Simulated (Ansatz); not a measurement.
# Loss of HF: how K changes with temperature for C4H4F4 ⇌ C4H3F3 + HF

Species: C4H4F4 `FC1CC(F)C1(F)F`, singlet; C4H3F3 `FC1=C(F)C(F)C1`, singlet; HF, singlet. This is a balance of energies; it says nothing on the path, which may need atoms to shift.

The electronic reaction energy at CCSD(T)/CBS estimate is +96.0 kJ/mol. Shapes: PBE0-D4/def2-TZVP. Programs: Ansatz 0.2.0. Enthalpy and entropy come from rigid-rotor, harmonic-oscillator sums on unscaled PBE0-D4/def2-TZVP wavenumbers, ideal gases at 1 bar; R ln 2 is added for the mirror twin of the chiral shape of C4H4F4, C4H3F3. Symmetry numbers: C4H4F4 1, C4H3F3 1, HF 1. R = 8.3145 J/(mol K).

```
T (K)  ΔH (kJ/mol)  ΔS (J/(mol K))
  500        +88.0          +154.6
  700        +87.5          +153.8
  900            ?               ?
```

Task: Work out ln K at 500 and 700 K, and from these estimate it at 900 K.

Result: 
1. 500 K: ΔG = +88.0 − 500 × (+154.6)/1000 = +10.7 kJ/mol; ln K = −ΔG/RT = -2.57.
2. 700 K: ΔG = +87.5 − 700 × (+153.8)/1000 = -20.2 kJ/mol; ln K = −ΔG/RT = +3.47.
3. Slope against 1000/T: (+3.47 − (-2.57))/(1.4286 − 2.0000) = -10.57, that is −ΔH/R with ΔH near +88 kJ/mol.
4. 900 K: ln K = -2.57 + (-10.57) × (1.1111 − 2.0000) = +6.83.

The full sums give ΔH = +86.1 kJ/mol, ΔS = +152.1 J/(mol K), ΔG = -50.8 kJ/mol and ln K = +6.79 at 900 K, so the line is off by +0.04 in ln K; without rounding the miss is +0.04, from the change of ΔH with temperature. The products are favoured at 1 bar above about 560 K, give or take 65 K for 10 kJ/mol in the energy. The number of molecules rises, which sets the sign of ΔS, and lower pressure favours the products. An error of 10 kJ/mol in the energy moves ln K by 1.3 at 900 K. Soft modes are treated as harmonic, which can err either way at these temperatures; the lowest are those of C4H4F4 (93 cm⁻¹), C4H3F3 (134 cm⁻¹). The CBS estimate extrapolates MP2 from def2-TZVPP and def2-QZVPP and adds CCSD(T) − MP2 in the triple-zeta set, cores frozen.

Loss of HF is uphill in enthalpy and driven by entropy, with the balance tipping towards the products between 500 and 700 K. Forming the very strong H–F bond and a C=C π bond doesn't fully repay the cleavage of a C–F and a C–H σ bond. Added angle strain in the cyclobutene and the loss of the stabilising geminal CF2 group probably add to the cost. The entropy gain comes mainly from the translation and rotation of the freed HF.

The small fall in ΔH on heating reflects a negative heat-capacity change: vibrations of the reactant that take up more heat as temperature rises are replaced by translations and rotations already at their classical limit, while the stiff H–F stretch stays almost unexcited. This bends ln K slightly below the straight line, but the near-constant ΔH still makes the two-point extrapolation sound for this equilibrium. The result doesn't establish the cyclobutene as the final product in a hot gas, since ring opening to a fluorinated butadiene lies outside the balance.
